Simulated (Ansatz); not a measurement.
Sc: pressure against volume per atom

Results calculated with Ansatz 0.2.0, not measured. Periodic Kohn-Sham DFT of a crystal at fixed atoms; pressure and stress are positive in compression; the energy is the free energy less that of spherical unpolarised free atoms; site moments are those in the method's own spheres, positive along +z.

Cell of the first row (space group P6_3/mmc, No. 194):
```
CELL_PARAMETERS angstrom
3.24130 0.00000 0.00000
-1.62060 2.80700 0.00000
0.00000 0.00000 5.16050
ATOMIC_POSITIONS crystal
Sc 0.33333 0.66667 0.25000
Sc 0.66667 0.33333 0.75000
```

Settings of every row: method frozen-core PAW; functional LDA; relativity scalar; k mesh 13x13x7; filling fermi-dirac; smearing width 0.03 eV; wave cutoff 420 eV; paw set soft_2.

Atom start moment: 0 on all atoms.

Limits: PAW files made with PBE.

```csv
row,volume per atom (Å³),pressure (GPa)
1,23.475,-2.292
2,23.975,-3.39
3,24.474,-4.388
4,24.724,-4.853
5,24.974,-5.296
6,25.224,-5.718
7,25.473,-6.12
8,25.973,?
9,26.472,-7.544
```

Question: what pressure should row 8 give?

Worked fit of pressure. Take u = (V_r/V)^(2/3) − 1 with V_r = 24.849 Å³ an atom, which is twice the finite (Eulerian) strain; such expansions in the strain, on which the Birch-Murnaghan equation of state is built, carry the rest volume and the bulk modulus. The shown rows have u = 0.03865, 0.02416, 0.01019, 0.00337, -0.00334, -0.00994, -0.0164, -0.0413. Least squares give pressure = −5.0771 + 66.098 × u + 154.21 × u² GPa; a straight line predicts inner rows, each left out in turn, worse (root mean square 0.074 against 0.0006 GPa). The rows lie off it by 0.000, 0.000, 0.000, 0.000, 0.000, 0.001, 0.000, 0.000. The withheld row has u = -0.02906, so the fit gives −5.0771 + 66.098 × (-0.02906) + 154.21 × (-0.02906)² = -6.868 GPa.

The calculation gave -6.867 GPa. The fit lies 0.001 GPa (0.019 % of the column's range) below it, one unit of the last digit.
